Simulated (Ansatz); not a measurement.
A series in volume scale on LiGa

All results are calculated (Ansatz 0.2.0). Periodic Kohn-Sham DFT of a crystal at fixed atoms, scaled to volume_scale times the given cell; pressure positive in compression, energy less spherical unpolarised free atoms, largest_vzz the field gradient of largest size among the nuclei.

The cell before it is scaled or strained (space group Fd-3m, No. 227):
```
cell vectors (Å)
   0.0000     3.0845     3.0845
   3.0845     0.0000     3.0845
   3.0845     3.0845     0.0000
atoms (fractions of the cell vectors)
Li  0.00000  0.00000  0.00000
Li  0.25000  0.25000  0.25000
Ga  0.50000  0.50000  0.50000
Ga  0.75000  0.75000  0.75000
```

Settings of every row: method all-electron LAPW; functional PBEsol; relativity scalar; k mesh 12x12x12; filling fermi-dirac; smearing width 0.05 eV; basis error target 0.5 meV/atom; nucleus gaussian.

Atom start moment: 0 on all atoms.

```
row  volume scale  V (Å³/atom)  pressure (GPa)  energy less free atoms (eV/atom)
  1          0.94       13.793           2.964                           -2.9896
  2          0.96       14.086           1.746                           -2.9939
  3          0.98        14.38           0.669                           -2.9961
  4          0.99       14.526           0.175                           -2.9965
  5             1       14.673               ?                                 ?
  6          1.01        14.82          -0.736                           -2.9959
  7          1.02       14.967          -1.158                           -2.9951
  8          1.04        15.26          -1.937                           -2.9922
  9          1.06       15.554          -2.641                            -2.988
```

Question: what pressure and energy less free atoms should row 5 give?

Worked fit of pressure. Take u = (V_r/V)^(2/3) − 1 with V_r = 14.673 Å³ an atom, which is twice the finite (Eulerian) strain; such expansions in the strain, on which the Birch-Murnaghan equation of state is built, carry the rest volume and the bulk modulus. The shown rows have u = 0.04209, 0.02759, 0.01354, 0.00674, -0.00662, -0.01314, -0.02581, -0.03813. Least squares give pressure = −0.2938 + 68.251 × u + 194.83 × u² + 524 × u³ GPa; a parabola predicts inner rows, each left out in turn, worse (root mean square 0.0089 against 0.0028 GPa). The rows lie off it by 0.001, -0.003, 0.002, 0.000, 0.001, 0.000, -0.002, 0.001. The pressure vanishes at u = 0.0043, or V = 14.58 Å³ an atom, and there the bulk modulus at fixed shape and fractions is B = −V dP/dV = (2/3)(1 + u) dP/du = 46.8 GPa. The withheld row has u = 0, so the fit gives −0.2938 + 68.251 × (0) + 194.83 × (0)² + 524 × (0)³ = -0.294 GPa.

The calculation gave -0.292 GPa. The fit lies 0.002 GPa (0.036 % of the column's range) below it; its largest miss of a shown row is 0.003 GPa.

Worked fit of energy less free atoms. Take u = (V_r/V)^(2/3) − 1 with V_r = 14.673 Å³ an atom, which is twice the finite (Eulerian) strain; such expansions in the strain, on which the Birch-Murnaghan equation of state is built, carry the rest volume and the bulk modulus. The shown rows have u = 0.04209, 0.02759, 0.01354, 0.00674, -0.00662, -0.01314, -0.02581, -0.03813. Least squares give energy less free atoms = −2.99643 − 0.0394 × u + 4.778 × u² eV/atom; a straight line predicts inner rows, each left out in turn, worse (root mean square 0.0024 against 4e-05 eV/atom). The rows lie off it by 0.0000, 0.0000, 0.0000, 0.0000, 0.0001, 0.0000, 0.0000, 0.0000. Its lowest point lies at u = 0.0041, or V = 14.58 Å³ an atom, and the curvature there gives the bulk modulus at fixed shape and fractions, B = (4/9)(1 + u)² E″(u)/V = 47 GPa. The withheld row has u = 0, so the fit gives −2.99643 − 0.0394 × (0) + 4.778 × (0)² = -2.9964 eV/atom.

The calculation gave -2.9964 eV/atom. The fit meets it to the printed digit.
